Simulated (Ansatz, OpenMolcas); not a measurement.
# How basis sets differ on SiH3OF (SMILES O[SiH2]F)

The species is SiH3OF (6 atoms), meant as a singlet with charge 0. SMILES: `O[SiH2]F`. The coordinates come from a PBE0-D4/def2-TZVP relaxation. This is one conformer, not always the lowest.

```xyz
6

O    -0.8535   -0.2092   -0.9241
Si    0.3783   -0.0093    0.1239
F     0.1808   -0.9228    1.4178
H    -1.7142    0.1502   -0.7056
H     1.5956   -0.4585   -0.5758
H     0.4551    1.3856    0.6176
```

Each level gives the HOMO–LUMO gap (eV). The values are calculated.

```json
{"level": "HF/ANO-RCC-MB (DKH2)", "kind": "Hartree–Fock", "program": "OpenMolcas", "value (eV)": "20.47", "CPU time": "4.3 s"}
{"level": "HF/STO-3G", "kind": "Hartree–Fock", "program": "OpenMolcas", "value (eV)": "22.77", "CPU time": "1.8 s"}
{"level": "HF/3-21G", "kind": "Hartree–Fock", "program": "Ansatz", "value (eV)": "18.00", "CPU time": "0.25 s"}
{"level": "HF/6-31G* (Cartesian functions)", "kind": "Hartree–Fock", "program": "OpenMolcas", "value (eV)": "17.18", "CPU time": "3 s"}
{"level": "HF/aug-cc-pVDZ", "kind": "Hartree–Fock", "program": "Ansatz", "value (eV)": "13.95", "CPU time": "3.5 s"}
{"level": "HF/ANO-RCC-VTZP (DKH2, RICD fitting)", "kind": "Hartree–Fock", "program": "OpenMolcas", "value (eV)": "14.22", "CPU time": "16 s"}
```

The values span 13.95 to 22.77 eV. A Hartree–Fock LUMO above zero doesn't converge with the basis: it sinks as sets grow more diffuse. Orbital gaps aren't excitation energies. Times are those of the runs behind each value, whatever else they computed, on shared processors of several kinds: orders of magnitude only.

The gap shrinks mainly as the basis gives the lowest virtual orbital more freedom. Both minimal sets lie above 20 eV, with no spare functions beyond the occupied atomic shells. The LUMO must then be built from the antibonding partners of the Si–O, Si–F and Si–H bonds, which lie high in a saturated molecule without a low π* orbital. Split valence shells relax this constraint, and diffuse functions let the orbital spread outside the molecule, where it probably resembles a weakly scattered extra electron more than a σ* orbital. Hartree–Fock favours this because its virtual orbitals feel the repulsion of all the electrons.

Radial reach thus seems to matter more than the number of valence functions: augmented double-zeta gives 13.95 eV, slightly below the 14.22 eV of the triple-zeta ANO set. Scalar relativity should contribute little for such light elements. The closeness of these two values is therefore no sign of a settled molecular property, and the gaps alone don't show how much of the fall comes from shifts in the HOMO.
